**Q.** How large are these spin-orbit constants, and what should I remember of them?

**A.** The constant $\zeta$ multiplies $\mathbf{l}\cdot\mathbf{s}$ for each electron of a subshell, here on non-relativistic Hartree-Fock orbitals. A valence 4p electron has $\zeta$ of order $10^3$ cm$^{-1}$, roughly a tenth of an eV, and the value for the filled 3d shell of the same atoms is about one and a half to three times as large in the mean field. In In to Xe both shells are core and reach a few $10^4$ cm$^{-1}$, several eV. "Bare" uses the nucleus alone, "screened" scales that by a preset factor that depends only on $Z$ and $l$, and "mean field" adds the averaged two-electron term. The rows of the table belong to periods 4 and 5.

Spin-orbit constants ζ of neutral p-block atoms of periods 4 and 5 in their ground configurations, from the X2C one-electron operator on non-relativistic unrestricted Hartree-Fock orbitals (PySCF 2.14.0, dyall-av2z basis, point nucleus, one real determinant at highest spin). The columns use the bare nucleus, screened-nucleus factors or the mean-field two-electron term.

```
species   Z  electrons      configuration  ζ 3d, bare (1000/cm)  ζ 3d, screened (1000/cm)  ζ 3d, mean field (1000/cm)  ζ 4p, bare (1000/cm)  ζ 4p, screened (1000/cm)  ζ 4p, mean field (1000/cm)
     Ga  31         31  [Ar] 3d10 4s2 4p1               2.08885                   1.41503                     1.30009              0.499951                  0.467696                    0.442780
     Ge  32         32  [Ar] 3d10 4s2 4p2               2.60526                   1.79112                     1.65497              0.847535                  0.794564                    0.755137
     As  33         33  [Ar] 3d10 4s2 4p3               3.19996                   2.23027                     2.07103               1.26957                   1.19263                     1.13669
     Se  34         34  [Ar] 3d10 4s2 4p4               3.88199                   2.74023                     2.55546               1.78132                   1.67653                     1.60166
     Br  35         35  [Ar] 3d10 4s2 4p5               4.66422                   3.33158                     3.11893               2.36468                   2.22956                     2.13412
     Kr  36         36               [Kr]               5.55602                   4.01268                     3.76960               2.92102                   2.75874                     2.64464
     In  49         49  [Kr] 4d10 5s2 5p1               30.4311                   24.2207                     23.2885               28.5355                   27.3707                     26.5913
     Sn  50         50  [Kr] 4d10 5s2 5p2               33.7166                   26.9733                     25.9587               32.3556                   31.0614                     30.1962
     Sb  51         51  [Kr] 4d10 5s2 5p3               37.2573                   29.9520                     28.8500               36.8046                   35.3613                     34.3987
     Te  52         52  [Kr] 4d10 5s2 5p4               41.0588                   33.1629                     31.9683               41.4294                   39.8360                     38.7746
      I  53         53  [Kr] 4d10 5s2 5p5               45.1420                   36.6246                     35.3321               46.4382                   44.6858                     43.5196
     Xe  54         54               [Xe]               49.5210                   40.3505                     38.9546               51.9326                   50.0092                     48.7306
```

**Q.** For a one-electron ion the law is $Z^4$ in the nuclear charge. Does it hold?

**A.** No, the bare values rise faster between every pair of neighbouring rows. In the Pauli form, the low-$Z$ limit of the X2C operator used here, the bare constant is $\tfrac{\alpha^2}{2}Z\langle r^{-3}\rangle$ hartree, with $\alpha$ the fine-structure constant. One factor $Z$ is the field of the nucleus, and the other three come from the size of the orbital, which is set by a screened charge $Z-\sigma$:

$$\zeta=\frac{\alpha^2}{2}\,\frac{Z\,(Z-\sigma)^3}{n^3\,l(l+\frac12)(l+1)}$$

Nothing was fitted. Solving this row by row for $\sigma$ only re-expresses the bare columns, but it shows $\sigma$ staying near 14 for 3d and near 22 to 23 for 4p. With $\sigma$ fixed, the local power $d\ln\zeta/d\ln Z$ is $1+3Z/(Z-\sigma)$, which lies above four and sinks towards it. For 3d at Xe that gives $1+3\cdot54/40\approx5.05$, and the step from I to Xe shows 4.95.

**Q.** Can the formula give an estimate without borrowing from the table?

**A.** It can, if the charge comes from the size of the orbital in the same calculation. A hydrogenic 3d orbital has $\langle r^2\rangle=126/Z_{\rm eff}^2$ bohr$^2$, and the rms radius in Xe is 0.30436 bohr. With $\alpha^2/2$ hartree equal to 5.84 cm$^{-1}$ and a denominator of $27\cdot15$,

$$Z_{\rm eff}=\frac{\sqrt{126}}{0.30436}=36.88,\qquad \zeta\approx5.84\cdot\frac{54\cdot36.88^3}{405}\approx3.91\times10^4\ \text{cm}^{-1}.$$

This is 0.79 of the bare value for Xe, and for Ga 3d the same recipe reaches only 0.43. It falls short in every row of both shells. Theory gives a reason: $r^{-3}$ weights the inner part of the orbital, which sees a larger charge than the tail that fixes $\langle r^2\rangle$. The mismatch matters less once $Z$ dwarfs the screening. Part of the better agreement in In to Xe should have another source: the estimate uses the Pauli form, while the X2C operator is weaker close to a heavy nucleus, which matters most for p. The row-by-row figures are in the output below.

**Q.** Why does 4p start far below 3d and end above it?

**A.** In Ga the 4p electron lies far outside the filled 3d shell, with an rms radius of 3.7 bohr against 0.9. It is therefore screened more, and the larger $\sigma$ leaves it a small net charge, so each added proton is a larger relative gain. The bare ratio 3d/4p falls from 4.18 in Ga to 0.954 in Xe and passes one between Sb and Te. For one common charge the formula gives 0.474, so at equal charge the lower $l$ outweighs the higher $n$. Between Kr and In, where $Z$ grows by 13, 4p turns from the outer shell into core and most of the remaining gap closes.

**Q.** From Ga to Ge the power for 4p is 16.6. Is that still screening?

**A.** Only in part, since fixed $\sigma$ gives 11.7 there. The implied charge goes from 8.09 to 9.55, more than one unit for one proton, so a hydrogenic $n=4$ orbital is a poor picture of a valence electron. The Landé argument for a penetrating orbital fits better in kind: the coupling arises in the inner lobes, where the charge is close to $Z$, and their weight goes as $1/n^{*3}$, with $n^*$ the effective quantum number. Along a period the electron binds more tightly and $n^*$ drops, which steepens the rise. Down a group $n^*$ changes little and about $Z^2$ is left, though only roughly: the mean-field step from 4p to 5p in these runs has powers from 1.90 (Ga to In) down to 1.35 (Kr to Xe), all short of two.

**Q.** Why does the mean field cut 3d so much more than 4p?

**A.** The operator depends on the electric field at the electron, and electrons lying inside oppose the nuclear field. Written as $Z(1-\zeta_{\rm mean\ field}/\zeta_{\rm bare})$, the charge removed is 11.5 to 11.7 for 3d and 3.3 to 3.5 for 4p in all rows. This is an effective number and no count of the electrons inside, since exchange parts of the two-electron term enter too. Because it is nearly constant, the percentage cut falls about as $1/Z$. It also hits d harder, so 4p already leads at In once the term is included.

Near the nucleus the integrand of $\langle r^{-3}\rangle$ grows as $r^{2l-1}$, so a p orbital collects its coupling inside nearly all electrons, while the centrifugal barrier holds a d orbital farther out. The other shells of Xe support this argument, with 3.01 removed for 2p, 3.48 for 5p and 12.22 for 4d: $l$ counts far more than $n$. The screened columns are no evidence, because they equal bare times $1-10/Z$ and $1-2/Z$ to the rounding of the table.

**Q.** Some 4p steps look uneven. Is that shell structure?

**A.** These runs don't show that it is. In units of 1000 cm$^{-1}$ the bare step from Br to Kr, 0.56, is smaller than the 0.58 before it, and Sn to Sb, at 4.45, is nearly as large as the 4.62 that follows. The 3d steps, the core 4p radii and the removed charges run smoothly, and all atoms are in their ground configurations with little spin contamination. The core 3p shell of Ga to Kr gives a hint. Its bare steps grow unevenly too, by 0.37, 0.48, 0.50 and 0.59 in the same units, though its radius shrinks smoothly and the filling of the valence shell should hardly reach it. That makes the finite p basis, which differs from element to element, the likely suspect, since $\zeta$ depends on how well it describes the inner lobes. Runs in a larger basis would test this.

**Q.** How do the values compare with spectra?

**A.** A filled shell has no first-order splitting, so its $\zeta$ shows only for a hole, as $\frac52\zeta$ for d and $\frac32\zeta$ for p. For Kr 3d the mean field gives 1.17 eV and the bare nucleus 1.72 eV, against a rough recalled 1.2 eV. Xe 3d fits less well: the mean field gives 12.07 eV and the bare nucleus 15.35 eV, against a rough recalled 13 eV. A Xe 4p hole allows no such check, because it mixes strongly with 4d double-hole states.

Valence 4p comes out low. Ga gives 664 cm$^{-1}$, about a fifth under a rough recalled 830, and even the bare 750 lies below it. The orbitals carry neither relativistic contraction nor correlation, and the basis is small. These runs don't separate the three.

Output of the analysis:

```
Mean-field cut (per cent of bare; charges removed, Z*(1-mf/bare)); ratio 3d/4p (one charge for both: 0.474)
   per cent 3d   4p | charges 3d   4p | 3d/4p bare screened mean-field
Ga     37.8   11.4 |    11.71   3.54 |    4.178   3.026   2.936
Ge     36.5   10.9 |    11.67   3.49 |    3.074   2.254   2.192
As     35.3   10.5 |    11.64   3.45 |    2.521   1.870   1.822
Se     34.2   10.1 |    11.62   3.43 |    2.179   1.634   1.596
Br     33.1    9.8 |    11.60   3.41 |    1.972   1.494   1.461
Kr     32.2    9.5 |    11.58   3.41 |    1.902   1.455   1.425
In     23.5    6.8 |    11.50   3.34 |    1.066   0.885   0.876
Sn     23.0    6.7 |    11.50   3.34 |    1.042   0.868   0.860
Sb     22.6    6.5 |    11.51   3.33 |    1.012   0.847   0.839
Te     22.1    6.4 |    11.51   3.33 |    0.991   0.832   0.824
I      21.7    6.3 |    11.52   3.33 |    0.972   0.820   0.812
Xe     21.3    6.2 |    11.52   3.33 |    0.954   0.807   0.799
screened/bare vs 1-10/Z (3d), 1-2/Z (4p): max rel. dev. 2.3e-06, 3.9e-06; table rounding up to 5e-6 each
charges removed, other shells of Ga: 2p 2.94, 3p 3.16
charges removed, other shells of Xe: 2p 3.01, 3p 3.22, 5p 3.48, 4d 12.22
Hydrogenic charge implied by bare zeta, charge from rms radius, and radius estimate / bare zeta
    3d: Zeff Z-Zeff Z(rms) est/bare | 4p: Zeff Z-Zeff Z(rms) est/bare
Ga    16.71  14.29  12.57   0.43   |     8.09  22.91   6.59   0.54
Ge    17.80  14.20  13.84   0.47   |     9.55  22.45   7.85   0.56
As    18.87  14.13  15.04   0.51   |    10.81  22.19   8.97   0.57
Se    19.93  14.07  16.20   0.54   |    11.98  22.02   9.80   0.55
Br    20.98  14.02  17.32   0.56   |    13.04  21.96  10.68   0.55
Kr    22.03  13.97  18.41   0.58   |    13.87  22.13  11.57   0.58
In    35.05  13.95  31.91   0.75   |    26.75  22.25  24.39   0.76
Sn    36.02  13.98  32.90   0.76   |    27.70  22.30  25.43   0.77
Sb    36.99  14.01  33.90   0.77   |    28.73  22.27  26.47   0.78
Te    37.97  14.03  34.89   0.78   |    29.69  22.31  27.51   0.80
I     38.94  14.06  35.89   0.78   |    30.65  22.35  28.55   0.81
Xe    39.91  14.09  36.88   0.79   |    31.61  22.39  29.58   0.82
worst estimate: 3d Ga 0.43, 4p Ga 0.54
pair of rows             Ga-Ge Ge-As As-Se Se-Br Br-Kr Kr-In In-Sn Sn-Sb Sb-Te  Te-I  I-Xe
power of Z, 3d bare       6.96  6.68  6.47  6.33  6.21  5.52  5.07  5.04  5.00  4.98  4.95
  for fixed Z-Zeff        6.48  6.32  6.18  6.06  5.95  5.51  5.18  5.15  5.12  5.10  5.07
power of Z, 4p bare      16.62 13.13 11.34  9.77  7.50  7.39  6.22  6.51  6.10  5.99  5.98
  for fixed Z-Zeff       11.73 10.58  9.82  9.27  8.92  7.46  6.45  6.37  6.29  6.22  6.16
step 3d bare, 1000/cm     0.52  0.59  0.68  0.78  0.89 24.88  3.29  3.54  3.80  4.08  4.38
step 4p bare, 1000/cm     0.35  0.42  0.51  0.58  0.56 25.61  3.82  4.45  4.62  5.01  5.49
fall of 4p rms, 0.1 bohr  6.00  3.88  2.31  2.08  1.76 11.12  0.41  0.38  0.35  0.32  0.30
power of Z down each group, mean-field 4p to 5p (Ga/In .. Kr/Xe): 1.90 1.74 1.62 1.51 1.42 1.35
mean-field factors Ga-Kr, Kr-In, In-Xe: 3d 2.90 6.18 1.67; 4p 5.97 10.05 1.83
3d hole 5/2 zeta, eV (bare, mean field, rough recalled): Kr 1.72 1.17 ~1.2; Xe 15.35 12.07 ~13
4p 3/2 zeta, 1/cm (bare, mean field, rough recalled): Ga 750 664 ~830; Br 3547 3201 ~3700
```
